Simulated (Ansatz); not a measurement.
La5Mg: the change of pressure and energy above lowest point with volume scale

Free energy against uniform scaling of the volume at fixed shape and fractions; periodic cell, basis, potentials, k mesh and filling as listed. The results are calculated, by Ansatz 0.2.0.

The cell before it is scaled or strained (space group P-62m, No. 189):
```
CELL_PARAMETERS angstrom
6.43090 0.00000 0.00000
-3.21550 5.56930 0.00000
0.00000 0.00000 5.82580
ATOMIC_POSITIONS crystal
La 0.33333 0.66667 0.50000
La 0.00000 0.68848 0.00000
La 0.68848 0.00000 0.00000
La 0.31152 0.31152 0.00000
La 0.66667 0.33333 0.50000
Mg 0.00000 0.00000 0.50000
```

Settings of every row: functional LDA; dispersion none; potentials PAW; wave cutoff 517.02 eV; density cutoff 2068.1 eV; k mesh 4x4x4; k shift 0x0x0; occupations methfessel paxton; smearing width 0.05 eV; spin none.

Limits: coarse k mesh, up to 40 meV an atom off; the cell comes from a prototype or a list of computed structures and needn't be the stable phase.

| row | volume scale | V (Å³/atom) | pressure (GPa) | energy above lowest point (meV/atom) |
| --- | --- | --- | --- | --- |
| 1 | 0.88 | 30.603 | 0.13 | 0 |
| 2 | 0.92 | 31.994 | -1.25 | 5.1 |
| 3 | 0.96 | 33.385 | -2.37 | 21 |
| 4 | 1 | 34.776 | -3.26 | 45.6 |
| 5 | 1.04 | 36.167 | -4.02 | 77.3 |
| 6 | 1.08 | 37.558 | ? | ? |
| 7 | 1.12 | 38.949 | -5.21 | 157.8 |

Question: what pressure and energy above lowest point should row 6 give?

Worked fit of pressure. Take u = (V_r/V)^(2/3) − 1 with V_r = 34.081 Å³ an atom, which is twice the finite (Eulerian) strain; such expansions in the strain, on which the Birch-Murnaghan equation of state is built, carry the rest volume and the bulk modulus. The shown rows have u = 0.0744, 0.04303, 0.01385, -0.01337, -0.03883, -0.08516. Least squares give pressure = −2.837 + 33.13 × u + 77.3 × u² + 182 × u³ GPa; a parabola predicts inner rows, each left out in turn, worse (root mean square 0.031 against 0.01 GPa). The rows lie off it by 0.00, 0.00, -0.01, 0.01, 0.00, 0.00. The pressure vanishes at u = 0.0716, or V = 30.72 Å³ an atom, and there the bulk modulus at fixed shape and fractions is B = −V dP/dV = (2/3)(1 + u) dP/du = 33.6 GPa. Letting shape and atoms relax would as a rule lower it, by much in layered, chain or molecular crystals. The withheld row has u = -0.06271, so the fit gives −2.837 + 33.13 × (-0.06271) + 77.3 × (-0.06271)² + 182 × (-0.06271)³ = -4.66 GPa.

The calculation gave -4.65 GPa. The fit lies 0.01 GPa (0.19 % of the column's range) below it, one unit of the last digit.

Worked fit of energy above lowest point. Take u = (V_r/V)^(2/3) − 1 with V_r = 34.081 Å³ an atom, which is twice the finite (Eulerian) strain; such expansions in the strain, on which the Birch-Murnaghan equation of state is built, carry the rest volume and the bulk modulus. The shown rows have u = 0.0744, 0.04303, 0.01385, -0.01337, -0.03883, -0.08516. Least squares give energy above lowest point = 32.27 − 905.8 × u + 6495 × u² − 2071 × u³ meV/atom; a parabola predicts inner rows, each left out in turn, worse (root mean square 0.35 against 0.12 meV/atom). The rows lie off it by 0.0, -0.1, 0.0, 0.1, -0.1, 0.0. Its lowest point lies at u = 0.0722, or V = 30.7 Å³ an atom, and the curvature there gives the bulk modulus at fixed shape and fractions, B = (4/9)(1 + u)² E″(u)/V = 32.3 GPa. Letting shape and atoms relax would as a rule lower it, by much in layered, chain or molecular crystals. The withheld row has u = -0.06271, so the fit gives 32.27 − 905.8 × (-0.06271) + 6495 × (-0.06271)² − 2071 × (-0.06271)³ = 115.1 meV/atom.

The calculation gave 114.9 meV/atom. The fit lies 0.2 meV/atom (0.13 % of the column's range) above it; its largest miss of a shown row is 0.1 meV/atom.
